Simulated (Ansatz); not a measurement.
# Electrons against holes in CaCu$_{2}$S$_{2}$ (computed with Ansatz 0.2.0)

Space group P-3m1 (No. 164), 5 atoms in the cell of the first input below: a = 3.929 Å, b = 3.929 Å, c = 6.560 Å, α = 90.00°, β = 90.00°, γ = 120.00°.

The structure is a measured one, not always of the ambient phase, with its volume kept and shape and atoms relaxed (pressure -2.0 GPa with this functional, without spin–orbit coupling). Functional: r2SCAN.

Spin–orbit coupling is left out. Kohn–Sham gap between the band edges found on a fine mesh: 1.52 eV.

Levels at points 0.012 Å⁻¹ about the band edges give the masses:

```yaml
crystal:
  lattice:
    - [3.9288333972, 0.0, 0.0]
    - [-1.9644166986, 3.4024695292, 0.0]
    - [0.0, 0.0, 6.5601310895]
  atoms:
    - { symbol: Ca, position: [0.0, 0.0, 0.0] }
    - { symbol: Cu, position: [0.3333333333, 0.6666666667, 0.3760891744] }
    - { symbol: Cu, position: [0.6666666667, 0.3333333333, 0.6239108256] }
    - { symbol: S, position: [0.3333333333, 0.6666666667, 0.7406483046] }
    - { symbol: S, position: [0.6666666667, 0.3333333333, 0.2593516954] }
basis:
  ecutwfc: 500
  ecutrho_ratio: 4
kpoints:
  mp_grid: { grid: [8, 8, 6] }
hamiltonian:
  xc: r2scan
scf:
  occupations: { method: gaussian, width: 0.05 }
output:
  forces: true
  stress: true
  eigenvalues: true
  eigenstates:
    kpoints:
      - [0.0, 0.0, 0.0]
      - [0.007503519, -0.00375176, 0.0]
      - [-0.007503519, 0.00375176, 0.0]
      - [0.0, 0.006498238, 0.0]
      - [0.0, -0.006498238, 0.0]
      - [0.0, 0.0, 0.012528927]
      - [0.0, 0.0, -0.012528927]
      - [0.005305789, 0.001942054, 0.0]
      - [-0.005305789, -0.001942054, 0.0]
      - [0.005305789, -0.002652895, 0.00885929]
      - [-0.005305789, 0.002652895, -0.00885929]
      - [0.0, 0.004594948, 0.00885929]
      - [0.0, -0.004594948, -0.00885929]
      - [0.004332159, 0.00158568, 0.00723358]
      - [-0.004332159, -0.00158568, -0.00723358]
      - [0.0, 0.0, 0.0]
      - [0.007503519, -0.00375176, 0.0]
      - [-0.007503519, 0.00375176, 0.0]
      - [0.0, 0.006498238, 0.0]
      - [0.0, -0.006498238, 0.0]
      - [0.0, 0.0, 0.012528927]
      - [0.0, 0.0, -0.012528927]
      - [0.005305789, 0.001942054, 0.0]
      - [-0.005305789, -0.001942054, 0.0]
      - [0.005305789, -0.002652895, 0.00885929]
      - [-0.005305789, 0.002652895, -0.00885929]
      - [0.0, 0.004594948, 0.00885929]
      - [0.0, -0.004594948, -0.00885929]
      - [0.004332159, 0.00158568, 0.00723358]
      - [-0.004332159, -0.00158568, -0.00723358]
    de_dk: true
    e_range: [-1.358342400499, 1.357201476692]
```

```bash
ansatz run input.yaml --threads 8 --pin off --max-ram 15360MiB --backend cpu --events-out ev --progress --plain --runs-dir out
```

Time: 5.7 s on 8 threads of Arm Neoverse V2, with other jobs on the host, peak memory 0.74 GiB.

Edges at k = (0.000, 0.000, 0.000) and (0.000, 0.000, 0.000); masses in electron masses along fixed Cartesian directions (which need not be the axes of a valley), negative for hole-like bands, for at most the three nearest levels of the same spin at these k-points, within 0.3 eV:

| edge | band | from the edge (meV) | degeneracy | x | y | z | 111 |
| --- | --- | --- | --- | --- | --- | --- | --- |
| valence | 1 | 0 | 2 | -1.031 | -1.031 | -1.346 | -1.556 |
| valence | 2 | 0 | 2 | -0.223 | -0.223 | -1.346 | -0.287 |
| conduction | 1 | 0 | 1 | 0.217 | 0.217 | 0.199 | 0.211 |

These curvatures agree with the slopes at the same points. They hold at the edge alone, and further out the bands need not be parabolic. Degenerate bands can be warped: each is named by its order in energy along a direction and has no mass tensor of its own.

Masses are left out for further valence bands: a band curves the other way along some direction. Levels left out at the same k lie 104 meV under the valence edge.

The states of the whole zone with their velocity products:

```yaml
crystal:
  lattice:
    - [3.9288333972, 0.0, 0.0]
    - [-1.9644166986, 3.4024695292, 0.0]
    - [0.0, 0.0, 6.5601310895]
  atoms:
    - { symbol: Ca, position: [0.0, 0.0, 0.0] }
    - { symbol: Cu, position: [0.3333333333, 0.6666666667, 0.3760891744] }
    - { symbol: Cu, position: [0.6666666667, 0.3333333333, 0.6239108256] }
    - { symbol: S, position: [0.3333333333, 0.6666666667, 0.7406483046] }
    - { symbol: S, position: [0.6666666667, 0.3333333333, 0.2593516954] }
basis:
  ecutwfc: 500
  ecutrho_ratio: 4
kpoints:
  mp_grid: { grid: [8, 8, 6] }
hamiltonian:
  xc: r2scan
scf:
  occupations: { method: gaussian, width: 0.05 }
output:
  forces: true
  stress: true
  eigenvalues: true
  states_by_energy: { minimum_broadening: 0.05 }
```

```bash
ansatz run input.yaml --threads 8 --pin off --max-ram 15360MiB --backend cpu --events-out ev --progress --plain --runs-dir out
```

Time: 2.9 min on 8 threads of Arm Neoverse V2, with other jobs on the host, peak memory 1.6 GiB.

From that table, at a constant relaxation time τ with Fermi–Dirac weights and rigid bands:

```json
{"T (K)": "600", "doping (cm⁻³)": "n 1e19", "μ − E_F (eV)": "0.790", "σ_xx/τ (10²⁰/Ω m s)": "0.0102", "S_xx (μV/K)": "-202", "Lorenz (10⁻⁸ V²/K²)": "1.90", "ħω_p,xx (eV)": "0.223"}
{"T (K)": "600", "doping (cm⁻³)": "p 1e19", "μ − E_F (eV)": "-0.601", "σ_xx/τ (10²⁰/Ω m s)": "0.00272", "S_xx (μV/K)": "495", "Lorenz (10⁻⁸ V²/K²)": "2.05", "ħω_p,xx (eV)": "0.115"}
{"T (K)": "600", "doping (cm⁻³)": "n 1e20", "μ − E_F (eV)": "1.041", "σ_xx/τ (10²⁰/Ω m s)": "0.0778", "S_xx (μV/K)": "-70", "Lorenz (10⁻⁸ V²/K²)": "2.44", "ħω_p,xx (eV)": "0.617"}
{"T (K)": "600", "doping (cm⁻³)": "p 1e20", "μ − E_F (eV)": "-0.726", "σ_xx/τ (10²⁰/Ω m s)": "0.0265", "S_xx (μV/K)": "304", "Lorenz (10⁻⁸ V²/K²)": "2.05", "ħω_p,xx (eV)": "0.360"}
{"T (K)": "600", "doping (cm⁻³)": "n 1e21", "μ − E_F (eV)": "1.390", "σ_xx/τ (10²⁰/Ω m s)": "0.446", "S_xx (μV/K)": "-122", "Lorenz (10⁻⁸ V²/K²)": "2.85", "ħω_p,xx (eV)": "1.478"}
{"T (K)": "600", "doping (cm⁻³)": "p 1e21", "μ − E_F (eV)": "-0.890", "σ_xx/τ (10²⁰/Ω m s)": "0.241", "S_xx (μV/K)": "140", "Lorenz (10⁻⁸ V²/K²)": "2.01", "ħω_p,xx (eV)": "1.085"}
{"T (K)": "900", "doping (cm⁻³)": "n 1e19", "μ − E_F (eV)": "0.735", "σ_xx/τ (10²⁰/Ω m s)": "0.00914", "S_xx (μV/K)": "-263", "Lorenz (10⁻⁸ V²/K²)": "2.28", "ħω_p,xx (eV)": "0.211"}
{"T (K)": "900", "doping (cm⁻³)": "p 1e19", "μ − E_F (eV)": "-0.460", "σ_xx/τ (10²⁰/Ω m s)": "0.0024", "S_xx (μV/K)": "562", "Lorenz (10⁻⁸ V²/K²)": "1.81", "ħω_p,xx (eV)": "0.108"}
{"T (K)": "900", "doping (cm⁻³)": "n 1e20", "μ − E_F (eV)": "1.007", "σ_xx/τ (10²⁰/Ω m s)": "0.0722", "S_xx (μV/K)": "-127", "Lorenz (10⁻⁸ V²/K²)": "3.20", "ħω_p,xx (eV)": "0.595"}
{"T (K)": "900", "doping (cm⁻³)": "p 1e20", "μ − E_F (eV)": "-0.642", "σ_xx/τ (10²⁰/Ω m s)": "0.0238", "S_xx (μV/K)": "366", "Lorenz (10⁻⁸ V²/K²)": "1.80", "ħω_p,xx (eV)": "0.341"}
{"T (K)": "900", "doping (cm⁻³)": "n 1e21", "μ − E_F (eV)": "1.351", "σ_xx/τ (10²⁰/Ω m s)": "0.442", "S_xx (μV/K)": "-152", "Lorenz (10⁻⁸ V²/K²)": "2.81", "ħω_p,xx (eV)": "1.470"}
{"T (K)": "900", "doping (cm⁻³)": "p 1e21", "μ − E_F (eV)": "-0.854", "σ_xx/τ (10²⁰/Ω m s)": "0.221", "S_xx (μV/K)": "184", "Lorenz (10⁻⁸ V²/K²)": "1.80", "ħω_p,xx (eV)": "1.040"}
```

**Question.** Which of the dopings listed at 600 K has the largest power factor S²σ/τ along x?

**Answer.** n 1e19: 0.41, p 1e19: 0.67, n 1e20: 0.39, p 1e20: 2.4, n 1e21: 6.7, p 1e21: 4.7 (10¹¹ W/m K² s), so n 1e21 cm⁻³, if τ is the same for all.

**Question.** What conductivity mass along x follows from the plasma energy at 1e19 electrons per cm³ and 600 K, and how does it compare with the band-edge mass?

**Answer.** (ħω_p)² = ħ² n e²/(ε0 m) gives m = 0.276, against 0.217 at the edge: heavier. The same formula gives 0.362 at 1e20 cm⁻³, so the mass grows with filling, as the carriers reach where the band flattens or other valleys lie.

Caveats: a Lorenz number over 3 comes from carriers at unlike energies: both signs excited across the gap, or a second valley or band; melting, decomposition and changes of phase at these temperatures weren't checked; no scattering is computed, and the gap isn't corrected.

At every listed doping and temperature, electrons give the larger σ/τ and holes the larger thermopower. The conduction edge is a single, light and nearly isotropic band, as expected for a state of largely antibonding s character. The valence edge is a doublet with a heavy branch, probably in-plane S 3p mixed with Cu 3d, and its larger density of states keeps the chemical potential closer to the edge or within the gap at equal carrier density.

The electron thermopower doesn't fall steadily with doping: at 600 K it goes from -202 to -70 and back to -122 μV/K. A single parabolic band wouldn't do this, and minority holes would weaken the thermopower, so the recovery suggests that further conduction states are being filled. The lead of n 1e21 in power factor therefore owes little to the light band edge alone, and it is fragile, since those same states would open new scattering channels and probably shorten τ just there.
